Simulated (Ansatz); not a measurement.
## Loss of CH4: BH(CH3)2(OH2) → BH(CH3)(OH) + CH4

Species: BH(CH3)2(OH2), singlet; BH(CH3)(OH), singlet; CH4 (methane) `C`, singlet. 

Shapes, held fixed at every level: PBE0-D4/def2-TZVP. Flexible molecules stand in one conformer, not always the lowest. Programs: Ansatz 0.2.0. The zero-point and thermal change to 298 K, harmonic and unscaled (PBE0-D4/def2-TZVP), is -5.6 kJ/mol.

```
               level                   kind  ΔH(298 K) (kJ/mol)  less CCSD(T)/CBS estimate  CPU time (sum over the molecules)
         HF/def2-SVP           Hartree–Fock              -161.5                      -41.0                                  –
   PBE-D4/def2-TZVPP                    GGA              -114.2                       +6.3                               11 s
 B3LYP-D4/def2-TZVPP          global hybrid              -132.2                      -11.7                               19 s
 BHLYP-D4/def2-TZVPP          global hybrid              -133.3                      -12.8                               12 s
    CCSD(T)/def2-SVP  coupled cluster or CI              -126.7                       -6.2                               20 s
  CCSD(T)/def2-TZVPP  coupled cluster or CI              -120.1                       +0.4                               51 s
     CCSD/def2-TZVPP  coupled cluster or CI              -125.4                       -4.9                                  –
CCSD(T)/CBS estimate  coupled cluster or CI              -120.5                        0.0                            2.1 min
```

The highest level, CCSD(T)/CBS estimate, gives ΔH(298 K) = -120.5 kJ/mol; the levels span -161.5 to -114.2. The column of differences is taken from that level and isn't an error. No measured value is set beside it here. The CBS estimate extrapolates MP2 from def2-TZVPP and def2-QZVPP and adds CCSD(T) − MP2 in the triple-zeta set, cores frozen. Times are processor times on shared x86 and Arm servers, and rough.

Loss of methane from the water adduct is strongly exothermic at every level, with -120.5 kJ/mol at the highest. The driving force is the exchange of a B–C bond and a weak dative B–O contact for a short covalent B–O bond, strengthened by donation from an oxygen lone pair into the empty boron p orbital, while the acidic O–H proton ends up in a strong C–H bond.

Hartree–Fock exaggerates the exothermicity. In the same small basis, coupled cluster brings -161.5 down to -126.7 kJ/mol, so missing correlation is the main cause. It probably penalises the crowded four-coordinate adduct, with its dative bond, more than the separated products. Triples act in the same direction, though far more weakly.

Because one molecule becomes two, entropy should favour the products further. The exothermicity doesn't imply a fast reaction: alkylboranes typically resist protonolysis by water, and neither the barrier to proton transfer nor the competing loss of hydrogen from the B–H bond is addressed here.
